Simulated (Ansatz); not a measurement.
## Ionic part of the dielectric constant of BP at 5 GPa, mode by mode

Level of theory: DFT LDA, scalar-relativistic, plane waves, PAW in Ansatz. Plane waves to 420 eV; Γ-centred k mesh 10×10×10; fixed occupations. No spin polarisation. Phonons by linear response, acoustic sum rule imposed.

It takes space group F-43m (No. 216, cubic). Conventional cell: a = 4.450 Å, b = 4.450 Å, c = 4.450 Å, α = 90.00°, β = 90.00°, γ = 90.00°. Around B (site symmetry -43m) lie 4 P at 1.93 Å. P (site symmetry -43m) is surrounded by 4 B at 1.93 Å.

The primitive cell has V = 22.03 Å³ and ε∞,xx = 9.171. Each polar mode adds Δε = (4.92064×10⁷/V)·S/ν² along x, with S its oscillator strength in e²/amu, ν in cm⁻¹ and V in Å³.

Question: From these modes, find each Δε and ε0,xx.
```csv
ν (cm⁻¹),S_xx (e²/amu)
843.4,0.06616
```

Answer:
```tsv
ν (cm⁻¹)	Δε
843.4	0.21
```

The sum is 0.208, so ε0,xx = 9.38; the run's tensor has 9.38.

Question: Where do the longitudinal modes lie for a wave vector along x?

Answer: At 853 cm⁻¹. The Lyddane–Sachs–Teller product Π(ν_LO/ν_TO)² = 1.02 matches ε0/ε∞ = 1.02.

Cost: 1 run of about 0.3 core-minutes, on Intel Xeon Platinum 8488C (Sapphire Rapids) (shared hosts).

The static dielectric response of BP is almost entirely electronic: the lattice adds only 0.21 to an ε∞ of 9.171. Boron and phosphorus are close in electronegativity, so the bond is largely covalent and the relative motion of the two sublattices carries only a modest dynamical charge. The light boron atom and stiff bonds also put the polar mode at 843.4 cm⁻¹, but only the stiffness suppresses the static contribution further: the small reduced mass raises the oscillator strength and the squared frequency by the same factor, so it cancels.

The narrow gap to the longitudinal mode at 853 cm⁻¹ has the same origin, since the weak macroscopic field of the polar displacement is also strongly screened by the electrons. Local functionals usually underestimate band gaps and overestimate electronic polarisability, so ε∞ is probably somewhat too large and the splitting correspondingly too small. The Lyddane–Sachs–Teller agreement shows internal consistency, not accuracy against experiment. With a single pressure computed, the results don't show how compression changes the dynamical charge or the ionic screening.
